**Problem: the five Fermi sheets of ferromagnetic nickel**

The table lists the bands that cross the Fermi level in fcc nickel, all from one spin-polarised PBE calculation. Each crossing band gives one sheet of the Fermi surface. Sheet spin is up for the majority and down for the minority direction, and sheet band numbers the bands of each spin by energy, starting with four deep 3s and 3p bands. Sheet dos $N$ is the density of states of the sheet at the Fermi level, sheet filled share $f$ the occupied fraction of the Brillouin zone, and sheet mean speed $v$ the average electron speed on the sheet. Sheet bottom and sheet top are the limits of the whole band, measured from the Fermi level.

Fermi sheets of ferromagnetic fcc Ni, computed with Ansatz 0.2.0 using scalar-relativistic, collinear-spin PBE, plane waves and PAW (cutoff 420 eV), cell not relaxed. The density was converged on a 20x20x20 k mesh with 0.05 eV Gaussian smearing, and the sheets were evaluated on a 34x34x34 mesh. Band limits are relative to the Fermi level.

| row | sheet dos (states/eV/cell) | sheet spin | sheet band | sheet filled share | sheet mean speed (1e5 m/s) | sheet bottom (eV) | sheet top (eV) |
| --- | --- | --- | --- | --- | --- | --- | --- |
| 1 | 0.172 | up | 10 | 0.323 | 7.845 | -1.332 | 7.454 |
| 2 | 0.049 | down | 7 | 0.996 | 2.771 | -2.560 | 0.056 |
| 3 | 0.076 | down | 8 | 0.992 | 2.399 | -1.693 | 0.392 |
| 4 | 1.032 | down | 9 | 0.508 | 2.135 | -1.162 | 0.393 |
| 5 | 0.262 | down | 10 | 0.181 | 3.780 | -0.724 | 7.642 |

**(a) The cell holds 18 electrons. Check the count and explain why one majority band crosses the Fermi level against four minority bands.**

*Solution.* A full band holds one electron per spin and cell. Nine majority bands and six minority bands are full, so the majority count is nine plus the share of row 1, or 9.323, and the minority count is six plus the shares of rows 2 to 5, or 8.677. The sum is 18.000 and the difference, 0.646, is the moment in $\mu_B$.

The imbalance of sheets comes from exchange, which lowers the majority 3d levels against the minority ones. In this run majority bands 7 to 9 all end more than half an eV below the Fermi level, while their minority partners reach above it. Most matched levels at Γ, X and L lie 0.60 to 0.90 eV higher for down spin than for up spin. The exceptions, the single level at L just below the Fermi level and band 10 at X, differ by less than 0.07 eV, in the opposite sense. The standard reading, taken from degeneracy and position since no orbital projection enters here, is that the first group is 3d and the second free-electron-like sp. The majority d shell is then essentially full, and the Fermi level cuts through the top of the minority d bands.

**(b) Row 4 has six times the density of states of row 1. Rows 2 and 3 are nearly as slow as row 4, yet have the least. What sets the order?**

*Solution.* A sheet contributes many states when it is large and when its band is flat, because a flat band packs a thick shell of $k$ space into a small energy interval. The shell between $E$ and $E+dE$ has thickness $dE/\hbar v$, and a cell of volume $V$ has $V/(2\pi)^3$ states per unit volume of $k$ space and spin. For a sheet of area $A$ this gives

$$N=\frac{V}{(2\pi)^3}\int\frac{dS}{\hbar v}=\frac{V A}{(2\pi)^3\hbar\langle v\rangle},$$

where $\langle v\rangle$ is the average weighted by density of states. The areas from the same run satisfy this with the tabulated speeds to within rounding in all five rows. That agreement is an identity. It fixes the meaning of the speed column and splits ratios of $N$ into two factors.

For row 4 against row 1 the factor 6.00 is 1.63 from area times 3.67 from slowness, so flatness matters most. The compact 3d orbitals overlap weakly between neighbours, which is the standard reason for slow electrons, and all four minority sheets have less than half the speed of row 1. For row 4 against row 3 the speeds are alike, and the area alone supplies a factor of about 12.

Rows 2 and 3 are small because their bands are almost full. Their empty shares are 0.0041 and 0.0083 of the zone, and their tops coincide with levels at X, so they are small hole pockets around the three X points. The span from bottom to top is a poor guide: row 4 is the narrowest band and has the largest $N$, but the next narrowest, rows 3 and 2, have the two smallest. Band 10 owes most of its span of more than 8 eV to a broad sp-like upper part, which numbering by energy joins to a d-like lower part.

**(c) Estimate from the table how strongly each sheet responds to an electric field, and compare with the intraband (Drude) weight of 48.66 eV² from the same run.**

*Solution.* A field shifts the occupied region of $k$ space, and only states at the Fermi level notice. The number of states displaced grows as $N v_x$ and each carries a current $e v_x$, so the response goes as $N v_x^2$ and speed counts twice. In a cubic crystal $\langle v_x^2\rangle=\langle v^2\rangle/3$, and with $N$ per eV and $\hbar$ in eV s the plasma energy obeys

$$(\hbar\omega_p)^2=\frac{\hbar^2 e}{3\varepsilon_0 V}\sum_i N_i\langle v^2\rangle_i .$$

The conductivity is $\sigma=\varepsilon_0\omega_p^2\tau$ for a common relaxation time $\tau$. Putting $\langle v\rangle^2$ for $\langle v^2\rangle$ needs only the table and the cell volume, has no adjustable constant, and gives a lower bound, since a mean square is never below the squared mean. For row 1:

$$\frac{\hbar^2 e\,(0.172)\,(7.845\times10^{5})^2}{3\,\varepsilon_0\,(10.94\times10^{-30})}=25.3\ \text{eV}^2 .$$

The five rows sum to 47.40 eV², which is 2.6% below the run's value. The gap is ten times the uncertainty from rounding and has the sign that the bound demands, so the spread of speeds within each sheet is its expected cause. Giving row 1 none or all of the gap brackets its share between 52% and 55%. The sheet with about a ninth of the states supplies over half of the Drude weight, and row 4, with nearly two thirds of the states, about a quarter. The row-by-row figures stand in the output below the text.

**(d) Does this show that the majority sheet carries most of the current?**

*Solution.* It does if all electrons scatter equally often, because $\tau$ then drops out of the shares. If they instead travel the same mean free path $\ell$, then $\tau=\ell/v$ and the weight becomes $N\langle v\rangle$, which by part (b) is proportional to the sheet area. Row 4 then leads with 45% against 28% for row 1. No scattering was computed, so the table gives these two idealised cases without choosing between them.

The spin polarisation, up minus down over their sum, shows how much the weighting matters. It is −78% when states are counted, −44% for weight $Nv$, and between +4% and +9% for weight $Nv^2$. A single number for the polarisation of nickel therefore has meaning only together with the kind of measurement.

Theory adds an argument for the majority sheet, Mott's s–d scattering. An electron that keeps its spin scatters at a rate that grows with the density of final states of that spin, and the minority density here is 8.25 times the majority one. Majority electrons should then live longer and carry more than the equal-$\tau$ share. The direction is standard physics, and the size depends on matrix elements and on spin mixing that this calculation leaves untested.

**(e) Which sheet holds the moment, and what happens when electrons are added or removed, towards copper or cobalt?**

*Solution.* Relative to nine full bands of each spin, the moment is the minority holes in rows 2 to 4 plus the excess of row 1 over row 5. The holes give 0.50 $\mu_B$, of which row 4 alone has 0.49, and band 10 adds 0.14. In this count by bands, not by orbitals, the sheet that dominates the density of states also holds three quarters of the moment.

The run also moves the Fermi level through the frozen bands. Raising it by 0.25 eV takes 0.50 electron, of which row 4 absorbs 78%, and the pockets of row 2 fill completely. The moment falls by 0.84 $\mu_B$ per added electron, near the value of one that a full majority d shell with no majority sp states would give. Lowering the level reverses the trend with a somewhat smaller slope. The splitting is held fixed in these shifts, whereas in a real alloy it follows the moment, so only directions carry over.

Those directions match well-known physics. Copper has both d shells full and no moment, and both spins show one fast sheet like row 1, which is already filled at L as copper's necked surface is. Its table would hold few states at high speed, and states and current would sit on the same sheet. Cobalt has more minority holes and a larger moment, so the division between slow minority sheets and a faster majority sheet should persist there.

**(f) Which digits can be trusted?**

*Solution.* As bookkeeping the table is tight, with rounding of $N$ at about 1% or less. The tops of band 10 are an exception: they differ by 0.04 eV between two listings of the run, so their second decimal is not safe. The finer filled shares give 0.6464 $\mu_B$ against the self-consistent 0.6435, a gap ten times their rounding. That the denser mesh used for the sheets causes it is a guess. Rounded to two figures the values already differ, so the second figure of the moment is good only to about one unit.

The density of states of row 4 is sensitive to the position of the Fermi level. Over the quarter volt above it the total averages 2.01 states/eV, more than at either end of the window (1.59 and 1.37), so a peak lies just above. Spin-orbit coupling is omitted and moves levels by up to roughly 0.1 eV (a recalled size), which can change the second figure of $N$. The cell is unrelaxed too, but the pressure in the run is under 1 GPa in size, so relaxation should matter less.

Row 2 is the weakest entry. Its top, 0.056 eV, is 1.1 times the smearing width and below the spin-orbit scale, and each pocket covers only about 54 points of the denser 34x34x34 mesh used for the sheets. Functionals of this type are known to give one more hole pocket at X than is measured, so the sheet may not exist in nature. It holds about 2% of the Drude weight, so part (c) survives its loss.

The larger limit is the functional. PBE is known to overestimate both the d-band width and the exchange splitting of nickel, measured at roughly 0.3 eV (a rough recalled value), which is half or less of the splittings in part (a). The specific heat points to roughly 3 states/eV, also recalled, though that figure includes mass enhancement by phonons and spin fluctuations and can't be charged to PBE alone. Slower minority electrons on sheets of the same area would raise $N$ and lower $Nv^2=(Nv)\,v$, which widens the contrast between row 4 and row 1.

Output of the analysis:

```
DOS sum 1.591 (run total 1.59); up 0.172, down 1.419 states/eV, down share 89.2%, down/up 8.25
electrons up 9.323, down 8.677, total 18.000; moment 0.646 muB (rounding up to 0.0025)
moment from finer shares 0.6464 vs run 0.6435 muB, difference +0.0029 (rounding up to 0.0003)
moment parts: holes rows 2-4 0.5045 (row 4 0.4921), row 1 minus row 5 0.1419 muB
oppositely polarised part (absolute - net)/2 = 0.047 muB
level of down minus level of up (eV):
  Gamma, band 7: +0.783
  Gamma, doublet: +0.603
  X, band 7: +0.631
  X, doublet: +0.902
  L, doublet: +0.787
  L, single level: -0.067
  X, band 10: -0.050
identity V*area/((2pi)^3 hbar v), rows 1-5: 0.1720 0.0488 0.0758 1.0325 0.2616 states/eV
  largest gap to the table 0.0005 (rounding 0.0005)
row 4/row 1: DOS 6.00, area 1.63, inverse speed 3.67
row 4/row 3: DOS 13.6, area 12.1, inverse speed 1.12
band span top - bottom (eV): 8.786 2.616 2.085 1.555 8.366
Drude weight from N v^2, rows 1-5 (eV^2): 25.28 0.90 1.04 11.24 8.94
  sum 47.40 +- 0.12 (rounding) vs run 48.656 eV^2, short by 1.25 = 2.6%
  plasma energy 6.89 vs run 6.98 eV
  row 1 share of the run value between 52.0% and 54.5%
weight N: shares % rows 1-5 10.8 3.1 4.8 64.9 16.5; polarisation -78.4%
weight N v: shares % rows 1-5 27.8 2.8 3.8 45.3 20.4; polarisation -44.5%
weight N v^2: shares % rows 1-5 53.3 1.9 2.2 23.7 18.9; polarisation +6.7%
  N v^2 polarisation with the missing part given to one spin: +3.9% to +9.1%
+0.25 eV: share changes 0.0404 0.0041 0.0071 0.3891 0.0610, sum +0.5017 (run +0.5018 e)
  row 4 takes 78%; rigid moment 0.226 muB, slope -0.84 muB per electron
  mean DOS over the window 2.01 (row 4 1.56), at its far end 1.372 states/eV
-0.25 eV: share changes -0.0455 -0.0092 -0.0469 -0.1821 -0.0692, sum -0.3529 (run -0.3530 e)
  row 4 takes 52%; rigid moment 0.908 muB, slope -0.74 muB per electron
  mean DOS over the window 1.41 (row 4 0.73), at its far end 1.283 states/eV
hole shares rows 2, 3: 0.0041 0.0083; mesh points per X pocket (3 pockets, 34^3 mesh): 54 109
band top over smearing width: row 2 1.1, row 3 7.8
dense mesh step 0.091 1/A; energy step hbar v dk rows 1-5 (eV): 0.47 0.17 0.14 0.13 0.23
band 10 top, table minus second listing of the run (eV): 0.043 0.040
rounding of DOS in %, rows 1-5: 0.29 1.02 0.66 0.05 0.19
bare Sommerfeld coefficient 3.75 mJ/(mol K^2)
```
